A thin layer of cristobalite that must match the a and b edges of its support, with its top surface free, is strained much like this crystal. "Strain" is the imposed change of both a and b, and stress counts as positive in compression. The energies come from density-functional theory with the r2SCAN functional, at zero temperature.

SiO2 (P4_32_12, 12-atom cell, a = 4.982, c = 6.921 Å, 14.31 Å³ an atom) under equal strain of a and b, with c and the atoms relaxed within the symmetry. Changes are relative to the unstrained cell; stress is positive in compression. Ansatz 0.2.0, r2SCAN, plane-wave PAW, scalar-relativistic, no spin polarisation, cutoff 500 eV, k mesh 6×6×4, Gaussian smearing 0.02 eV.

```tsv
strain (%)	energy change (meV/atom)	volume change (%)	c over a	stress xx (GPa)	stress zz (GPa)
-3	5.2	-6.76	1.4192	2.06	0.00
-1.5	1.3	-3.50	1.4028	0.96	0.01
0	0.0	0.00	1.3893	0.01	0.01
1.5	1.1	3.67	1.3774	-0.82	-0.01
3	4.5	7.46	1.3663	-1.56	0.00
```

**1. Does the crystal grow taller when its a-b plane is squeezed?**

The column "c over a" suggests so, since it rises from 1.3893 to 1.4192 at −3 %. But a ratio also rises when its denominator shrinks. Multiplying by the actual a edge gives the height itself, and c turns out to be 0.9 % shorter. Stretching by 3 % makes c 1.3 % longer.

A material that thickens when pulled sideways is called auxetic. The volume shows what this means in practice: with c fixed, a 3 % stretch would add 1.03² − 1, or 6.1 %, while the table has 7.46 %. An ordinary solid would thin and stay below 6.1 %.

**2. Why does c follow the plane instead of opposing it?**

Because c is free, the stress along it vanishes. For small strains, elasticity then demands

0 = 2 C₁₃ eₐ + C₃₃ e_c,

where eₐ and e_c are the relative changes of a and c. C₃₃ is the stiffness along c, and C₁₃ couples the plane to c. C₃₃ is positive in any stable crystal, so eₐ and e_c can share a sign only if C₁₃ is negative. In most solids it is positive.

The standard explanation for the negative sign lies in the network. SiO₄ tetrahedra are fairly rigid, but the Si–O–Si links between them bend easily. Squeezing the plane rotates the tetrahedra together and folds the network, which draws in c as well; stretching unfolds it. The bond lengths and angles of the strained cells would test this picture, but they are not available here.

**3. Is the coupling constant?**

No. Between −3 and −1.5 %, c changes by about 0.25 % for each per cent of a; between +1.5 and +3 %, by 0.44 %. The linear equation explains the sign, but one constant ratio doesn't cover the whole range. For a layer under tension, use the values on the stretched side.

**4. What would change if c were clamped?**

With c held at its unstrained length, squeezing the plane would leave the crystal under tension along c, because it wants to shorten and may not. Stretching the plane would leave it under compression along c. An ordinary solid would show the opposite signs. The energy at each strain other than zero would also be higher, since the clamp keeps c from reaching its best length.

**5. Is the crystal equally stiff both ways?**

It resists squeezing more: 2.06 GPa at −3 % against 1.56 GPa at +3 %, a ratio of 1.32. Part of this is geometry, because stress is force per present area and the loaded face shrinks under compression. Per original area the ratio is still 1.22, so the changing area explains only about a third of the difference. One possible reason for the rest, untested here, is that folding pushes oxygen atoms of neighbouring tetrahedra closer together, where they repel.

**6. Can the energy be recovered from the stress?**

Yes, because the free c axis does almost no work. For the stretch to +3 %:

- The pull per original area is the stress times the volume ratio, divided by the edge ratio. At the end it is 1.56 × 1.0746 / 1.03 = 1.63 GPa; halfway it is 0.84 GPa, and at the start about −0.01 GPa.
- Simpson's rule gives the average: (−0.01 + 4 × 0.84 + 1.63) / 6 = 0.83 GPa.
- Two directions, a strain of 0.03 and 14.31 Å³ an atom give 2 × 0.03 × 0.83 × 14.31 = 0.71 GPa·Å³. One GPa·Å³ is about 6.2 meV, so the work is 4.4 meV an atom.

The table has 4.5, and the unrounded energies give 4.45. The estimate has no adjustable constant, and the squeezed side agrees equally well, as the printed output below shows. This confirms that stresses and energies belong together; it doesn't test the rotating tetrahedra.

**7. Which differences can be trusted?**

At 3 %, squeezing costs 0.7 meV an atom more than stretching. That is well above the shifts of 0.08 and 0.17 meV an atom seen late in two of the relaxations. At 1.5 % the table suggests a gap of 0.2, but the unrounded energies give only 0.13, which is about the size of such shifts. To compare the two directions at small strain, read the stresses instead: 0.96 against 0.82 GPa in size.

The row at −3 % needs a different caution. Its mean pressure is 1.37 GPa, and real cristobalite turns monoclinic at very roughly 1 to 2 GPa. The calculation kept the tetragonal symmetry, so it couldn't follow such a change. Before designing for that much compression, repeat the relaxation in a doubled cell, because the monoclinic form has a larger repeat unit. Release the symmetry and displace the atoms slightly as well: from a perfectly symmetric start, the forces have no part that would break the symmetry. Even then the crystal may relax back, because the real change is abrupt and a barrier can separate the two forms. So start another run from the known monoclinic structure, held to the same in-plane edges, and compare the energies.

The analysis program printed:

```
The c axis and the volume:
   row  c in Å  change of c in %  volume change at fixed c in %  further volume change in %
  -3.0   6.858           -0.9124                          -5.91                       -0.85
  -1.5   6.884           -0.5429                         -2.977                     -0.5225
   0.0   6.921                 0                              0                           0
   1.5   6.965            0.6306                          3.022                      0.6475
   3.0   7.011             1.295                           6.09                        1.37
Steps from the row above:
   row  change of c per change of a  stress xx per strain in GPa  load per original area per strain in GPa
  -1.5                       0.2464                        73.33                                     69.31
   0.0                       0.3619                        63.33                                     62.03
   1.5                       0.4204                        55.33                                      56.5
   3.0                       0.4428                        49.33                                     52.67
Size of stress xx at -3 % over that at +3 %: 1.321
The same ratio for the load per original area: 1.217
Largest stress zz as a share of the largest stress xx (%): 0.4854
Mean pressure at -3 % (GPa): 1.373
Work of the stress from 0 to -3 % (meV/atom): 5.138
Work of the stress from 0 to +3 % (meV/atom): 4.437
Energy at -3 % less energy at +3 % (meV/atom): 0.7
Mean energy at 3 % over mean energy at 1.5 %: 4.042
Late energy shift in the relaxation at -3 % (meV/atom): 0.1683
Late energy shift in the relaxation at -1.5 % (meV/atom): 0.0825
Unrounded energy at -1.5 % less that at +1.5 % (meV/atom): 0.1308
```
